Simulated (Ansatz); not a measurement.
# Cu: pressure and energy change per atom as volume scale varies

Plane-wave DFT, scalar-relativistic PAW made under PBE with cores redone for the functional, no dispersion; the given relaxed cell is scaled uniformly, energy at zero smearing counts from the unscaled cell, pressure at the given Fermi-Dirac smearing is positive in compression. The results are calculated, by Ansatz 0.2.0.

The cell before it is scaled or strained (space group Pm-3m, No. 221):
```
Cu
1.0
      2.3268     0.0000     0.0000
      0.0000     2.3268     0.0000
      0.0000     0.0000     2.3268
Cu
1
Direct
  0.00000 0.00000 0.00000
```

Settings of every row: spin polarised no; functional LDA; wave cutoff 420 eV; smearing width 0.1 eV; k mesh 15x15x15.

Atom starting moment: 0 on all atoms.

Limits: the cell comes from a prototype or a list of computed structures and needn't be the stable phase.

```
row  volume scale  V (Å³/atom)  pressure (GPa)  energy change per atom (meV)
  1          0.88       11.086            24.6                        101.92
  2          0.92        11.59           14.38                         41.33
  3          0.96       12.093            6.33                          9.37
  4          1.04       13.101           -5.02                          8.42
  5          1.08       13.605               ?                             ?
  6          1.12       14.109          -12.02                          64.2
```

Question: what pressure and energy change per atom should row 5 give?

Worked fit of pressure. Take u = (V_r/V)^(2/3) − 1 with V_r = 12.093 Å³ an atom, which is twice the finite (Eulerian) strain; such expansions in the strain, on which the Birch-Murnaghan equation of state is built, carry the rest volume and the bulk modulus. The shown rows have u = 0.05968, 0.02873, 0, -0.05198, -0.09768. Least squares give pressure = 6.38 + 260.1 × u + 739.6 × u² GPa; a straight line predicts inner rows, each left out in turn, worse (root mean square 2.1 against 0.16 GPa). The rows lie off it by 0.06, -0.08, -0.05, 0.12, -0.05 (root mean square 0.077 GPa). The withheld row has u = -0.07554, so the fit gives 6.38 + 260.1 × (-0.07554) + 739.6 × (-0.07554)² = -9.05 GPa.

The calculation gave -8.95 GPa. The fit lies 0.10 GPa (1.1 % of the value, 0.27 % of the column's range) below it; its largest miss of a shown row is 0.12 GPa.

Worked fit of energy change per atom. Take u = (V_r/V)^(2/3) − 1 with V_r = 12.093 Å³ an atom, which is twice the finite (Eulerian) strain; such expansions in the strain, on which the Birch-Murnaghan equation of state is built, carry the rest volume and the bulk modulus. The shown rows have u = 0.05968, 0.02873, 0, -0.05198, -0.09768. Least squares give energy change per atom = 9.815 + 739.43 × u + 13316.2 × u² meV; a straight line predicts inner rows, each left out in turn, worse (root mean square 38 against 1.4 meV). The rows lie off it by 0.55, -0.72, -0.45, 1.06, -0.44 (root mean square 0.68 meV). The withheld row has u = -0.07554, so the fit gives 9.815 + 739.43 × (-0.07554) + 13316.2 × (-0.07554)² = 29.94 meV.

The calculation gave 30.83 meV. The fit lies 0.89 meV (2.9 % of the value, 0.95 % of the column's range) below it; its largest miss of a shown row is 1.06 meV.
